**Sum-over-states models for the polarisabilities of Co¹⁶⁺ valence states**

The table holds static scalar and tensor dipole polarisabilities of the lowest s, p, d and f states of sodium-like cobalt, from a no-pair Dirac-Coulomb B-spline calculation with frozen-core DHF and Brueckner orbitals. The program evaluates the second-order sum over states with exact angular factors, the level energies of the same calculation and nonrelativistic radial integrals, either for a pure Coulomb charge of 17 or with a penetrable ten-electron cloud whose one length is fitted to the 3s, 3p and 3d binding energies. Both models match all seven unlabelled rows to the right states. Swapping the two 3d rows multiplies the misfit by a smaller factor than swapping the two 4f rows. The Coulomb model is good to about 3% for 4f, but it is 44% high for 3s and gives the wrong sign for 3p1/2, while the cloud model gets every sign right and the tensors within 5%. The output also compares tensor ratios within doublets with 7/10 and 6/7, stretched sublevels with exact hydrogenic values, and the scalar residuals with and without the core polarisability.

Static dipole polarisabilities of the lowest state of each symmetry in Co16+, one electron outside a closed [He] 2s2 2p6 core, from B-spline many-body code 1. The no-pair Dirac-Coulomb calculation uses frozen-core Dirac-Hartree-Fock, then Brueckner orbitals from a second-order or RPA-screened correlation potential, with static RPA for core polarisation.

## Numerical check

```python
# Table: static scalar and tensor dipole polarisabilities (bohr^3) of Co16+ valence states; B-spline many-body
# code, no-pair Dirac-Coulomb, DHF + Brueckner orbitals + RPA. Tested: sum over states with exact angular factors,
# the run's energies, and radial integrals from (A) Coulomb charge 17, (B) 17 + penetrable 10-electron cloud.
T = {
    'polarised': ['3s1/2', '3p1/2', '3p3/2', '3d3/2', '3d5/2', '4f5/2', '4f7/2'],
    'polarised_scalar': [0.1894, 0.01844, 0.02776, -0.02037, -0.02237, -0.7294, -0.7438],  # bohr³
    'polarised_tensor': [None, None, 0.04976, 0.02554, 0.0396, 0.6931, 0.8267],  # bohr³
}
import numpy as np
from functools import lru_cache
from scipy.linalg import eigh_tridiagonal as eig
from scipy.optimize import minimize_scalar, linear_sum_assignment
from scipy.constants import physical_constants as pc
from sympy import Rational as Q
from sympy.physics.wigner import wigner_3j as w3
Ha = pc['Hartree energy in eV'][0]
# further outputs of the same run: removal energy (eV), core polarisability (bohr^3), excitations (eV)
IP, core = 546.576, 0.00467653
exc = {'3s1':0,'3p1':36.5208,'3p3':39.6714,'3d3':89.277,'3d5':89.7369,'4s1':257.769,'4p1':272.31,'4p3':273.543,
       '4d3':291.832,'4d5':292.042,'4f5':299.995,'4f7':300.075,'5s1':367.976}
key = lambda s: (int(s[0]), 'spdfg'.index(s[1]), int(s[2]))
E = {key(s): (x-IP)/Ha for s, x in exc.items()}
lab = T['polarised']; S = np.array(T['polarised_scalar'], float); ix = {s[:3]: i for i, s in enumerate(lab)}
Tn = np.array([np.nan if t is None else t for t in T['polarised_tensor']], float)
h = 0.002; r = h*np.arange(1, 4001)
def solve(l, a, N, vec=True):
    V = -17/r if a == 0 else -(17+10*(1+r/a)*np.exp(-2*r/a))/r
    return eig(1/h**2+V+l*(l+1)/(2*r**2), -0.5/h**2*np.ones(len(r)-1), eigvals_only=not vec, select='i', select_range=(0, N-1))
@lru_cache(None)
def ang(J, P, M):
    return float((J+1)*(P+1)*w3(Q(P,2),Q(J,2),1,Q(-1,2),Q(1,2),0)**2*w3(Q(P,2),1,Q(J,2),Q(-M,2),0,Q(M,2))**2)
tg = np.array([E[3,0,1], (E[3,1,1]+2*E[3,1,3])/3, (2*E[3,2,3]+3*E[3,2,5])/5])
res = lambda a: np.array([solve(l, a, 3-l, False)[-1] for l in range(3)])-tg
a = minimize_scalar(lambda x: np.sum(res(x)**2), bounds=(0.03, 0.5), method='bounded').x
print(f"cloud length a={a:.4f} bohr; E(model)-E(run) 3s,3p,3d eV: B", np.round(res(a)*Ha,1), "A", np.round(res(0)*Ha,1))
print("rounding floor bohr^3: 5e-5 for |x|>0.1, 5e-6 below; table: scalar+tensor, tensor/scalar, core/|scalar| %")
for i, s in enumerate(lab): print(f" {s} {S[i]+Tn[i]:+.4f} {Tn[i]/S[i]:+.3f} {100*core/abs(S[i]):.1f}")
f = lambda x: np.arcsinh(x/0.01)
for name, aa in (('A', 0), ('B', a)):
    sp = [solve(l, aa, 120) for l in range(5)]; ms = []; mt = []
    R = lambda n, l: abs(sp[l][1][:, n-l-1] @ (r*sp[l+1][1][:, n-l-2]))
    print(f"model {name}: R(3s3p)={R(3,0):.4f} R(3p3d)={R(3,1):.4f} R(4d4f)={R(4,2):.4f} bohr")
    print(" row: down up blocked | scalar err err(+core) | tensor err% | stretched (bohr^3, no core)")
    for i, s in enumerate(lab):
        n, l, J = key(s); u = sp[l][1][:, n-l-1]; p = np.zeros((3, (J+1)//2))
        for lp in [x for x in (l-1, l+1) if x >= 0]:
            R2 = (sp[lp][1].T @ (r*u))**2
            for P in [x for x in (2*lp-1, 2*lp+1) if x > 0 and abs(x-J) <= 2]:
                A = np.array([ang(J, P, M) for M in range(1, J+1, 2)])
                for k in range(120):
                    d = E.get((k+lp+1, lp, P), sp[lp][0][k])-E[n, l, J]
                    if k+lp+1 > 2 or aa > 0: p[2 if k+lp+1 <= 2 else int(d > 0)] += 2*R2[k]*A/d
        t = p.sum(0); ms.append(t.mean()); mt.append(t[-1]-t.mean() if J > 1 else np.nan); q = p.mean(1)
        print(f" {s}: {q[0]:+.4f} {q[1]:+.4f} {q[2]:+.4f} | {ms[i]:+.4f} {ms[i]-S[i]:+.4f} {ms[i]+core-S[i]:+.4f} | {mt[i]:+.4f} {100*(mt[i]/Tn[i]-1):+.1f} | {t[-1]:+.4f}")
    ms, mt = np.array(ms), np.array(mt)
    C = (f(ms)[:,None]-f(S))**2+np.nan_to_num((f(mt)[:,None]-f(Tn))**2)+1e3*(np.isnan(mt)[:,None] != np.isnan(Tn))
    print(" blind match:", [lab[j] for j in linear_sum_assignment(C)[1]], "worst scalar (rel):", lab[np.argmax(abs(ms/S-1))])
    print(" misfit right/swapped:", *[f"{x}{C[ix[x],ix[x]]+C[ix[y],ix[y]]:.4f}/{C[ix[x],ix[y]]+C[ix[y],ix[x]]:.4f}" for x, y in (('3d3','3d5'),('4f5','4f7'))])
    print(f" doublet scalar steps p,d,f: {ms[2]-ms[1]:+.4f} {ms[4]-ms[3]:+.4f} {ms[6]-ms[5]:+.4f}; tensor ratios d,f {mt[3]/mt[4]:.3f} {mt[5]/mt[6]:.3f}")
rd, rf = Tn[ix['3d3']]/Tn[ix['3d5']], Tn[ix['4f5']]/Tn[ix['4f7']]
print(f"table steps p,d,f: {S[2]-S[1]:+.4f} {S[4]-S[3]:+.4f} {S[6]-S[5]:+.4f}; tensor ratios {rd:.3f} (0.700) {rf:.3f} ({6/7:.3f})")
for s in ('3d5', '4f7'):
    n, l, J = key(s); hy = n**4*(17*n*n-9*l*l+19)/8/17**4; st = S[ix[s]]+Tn[ix[s]]
    print(f"stretched {s}/2: table {st:.4f}, minus core {st-core:.4f}, exact hydrogenic {hy:.4f} bohr^3")
g = lambda x, y: exc[x]-exc[y]
print("gaps eV:", *[f"{x}-{y}={g(x,y):.2f}" for x, y in (('3d3','3p1'),('3d5','3p3'),('4f7','3d5'),('4f5','4d3'),('4f5','4d5'),('4f7','4d5'))])
print(f"4f scalar ratio 7/2:5/2 table {S[6]/S[5]:.4f}, 4d gaps only {1/g('4f7','4d5')/(14/15/g('4f5','4d3')+1/15/g('4f5','4d5')):.4f}; 0.1 eV moves the 4d term {10/g('4f7','4d5'):.1f}%")
print(f"3s two-level R(3s3p) implied {np.sqrt(S[0]/(2/9*Ha/exc['3p1']+4/9*Ha/exc['3p3'])):.4f} bohr; 3s/3p1/2={S[0]/S[1]:.1f}; 3p3/2 |m|=1/2 {S[2]-Tn[2]:+.4f}")
assert all(np.isnan(Tn[i]) == (key(s)[2] == 1) for i, s in enumerate(lab))
assert all((S[i] > 0) == (key(s)[1] < 2) for i, s in enumerate(lab))
assert 0.6 < rd < 0.8 and 0.78 < rf < 0.93
assert all(S[ix[s]]+Tn[ix[s]] > 0 for s in ('3p3', '3d5', '4f7'))
```

Output:

```
cloud length a=0.1585 bohr; E(model)-E(run) 3s,3p,3d eV: B [ 1.9 -3.   2.1] A [109.7  71.   20.1]
rounding floor bohr^3: 5e-5 for |x|>0.1, 5e-6 below; table: scalar+tensor, tensor/scalar, core/|scalar| %
 3s1/2 +nan +nan 2.5
 3p1/2 +nan +nan 25.4
 3p3/2 +0.0775 +1.793 16.8
 3d3/2 +0.0052 -1.254 23.0
 3d5/2 +0.0172 -1.770 20.9
 4f5/2 -0.0363 -0.950 0.6
 4f7/2 +0.0829 -1.111 0.6
model A: R(3s3p)=0.7487 R(3p3d)=0.5919 R(4d4f)=0.9338 bohr
 row: down up blocked | scalar err err(+core) | tensor err% | stretched (bohr^3, no core)
 3s1/2: +0.0000 +0.2724 +0.0000 | +0.2724 +0.0830 +0.0877 | +nan +nan | +0.2724
 3p1/2: -0.0928 +0.0925 +0.0000 | -0.0003 -0.0188 -0.0141 | +nan +nan | -0.0003
 3p3/2: -0.0854 +0.0970 +0.0000 | +0.0116 -0.0162 -0.0115 | +0.0752 +51.1 | +0.0867
 3d3/2: -0.0487 +0.0213 +0.0000 | -0.0274 -0.0070 -0.0024 | +0.0289 +13.3 | +0.0015
 3d5/2: -0.0508 +0.0213 +0.0000 | -0.0295 -0.0071 -0.0024 | +0.0445 +12.4 | +0.0150
 4f5/2: -0.8453 +0.1376 +0.0000 | -0.7077 +0.0217 +0.0264 | +0.6720 -3.0 | -0.0357
 4f7/2: -0.8573 +0.1377 +0.0000 | -0.7196 +0.0242 +0.0289 | +0.7994 -3.3 | +0.0798
 blind match: ['3s1/2', '3p1/2', '3p3/2', '3d3/2', '3d5/2', '4f5/2', '4f7/2'] worst scalar (rel): 3p1/2
 misfit right/swapped: 3d30.1670/0.5246 4f50.0041/0.0659
 doublet scalar steps p,d,f: +0.0119 -0.0020 -0.0119; tensor ratios d,f 0.650 0.841
model B: R(3s3p)=0.6308 R(3p3d)=0.5701 R(4d4f)=0.9501 bohr
 row: down up blocked | scalar err err(+core) | tensor err% | stretched (bohr^3, no core)
 3s1/2: +0.0000 +0.1907 -0.0001 | +0.1906 +0.0012 +0.0059 | +nan +nan | +0.1906
 3p1/2: -0.0659 +0.0803 -0.0001 | +0.0144 -0.0040 +0.0006 | +nan +nan | +0.0144
 3p3/2: -0.0606 +0.0845 -0.0001 | +0.0238 -0.0040 +0.0007 | +0.0514 +3.3 | +0.0752
 3d3/2: -0.0452 +0.0193 -0.0003 | -0.0262 -0.0058 -0.0011 | +0.0267 +4.6 | +0.0006
 3d5/2: -0.0471 +0.0193 -0.0003 | -0.0281 -0.0057 -0.0010 | +0.0411 +3.8 | +0.0131
 4f5/2: -0.8725 +0.1370 +0.0000 | -0.7354 -0.0060 -0.0014 | +0.6948 +0.2 | -0.0406
 4f7/2: -0.8849 +0.1371 +0.0000 | -0.7477 -0.0039 +0.0007 | +0.8265 -0.0 | +0.0788
 blind match: ['3s1/2', '3p1/2', '3p3/2', '3d3/2', '3d5/2', '4f5/2', '4f7/2'] worst scalar (rel): 3d3/2
 misfit right/swapped: 3d30.0999/0.4554 4f50.0001/0.0619
 doublet scalar steps p,d,f: +0.0094 -0.0019 -0.0123; tensor ratios d,f 0.650 0.841
table steps p,d,f: +0.0093 -0.0020 -0.0144; tensor ratios 0.645 (0.700) 0.838 (0.857)
stretched 3d5/2: table 0.0172, minus core 0.0126, exact hydrogenic 0.0165 bohr^3
stretched 4f7/2: table 0.0829, minus core 0.0782, exact hydrogenic 0.0805 bohr^3
gaps eV: 3d3-3p1=52.76 3d5-3p3=50.07 4f7-3d5=210.34 4f5-4d3=8.16 4f5-4d5=7.95 4f7-4d5=8.03
4f scalar ratio 7/2:5/2 table 1.0197, 4d gaps only 1.0144; 0.1 eV moves the 4d term 1.2%
3s two-level R(3s3p) implied 0.6345 bohr; 3s/3p1/2=10.3; 3p3/2 |m|=1/2 -0.0220
```
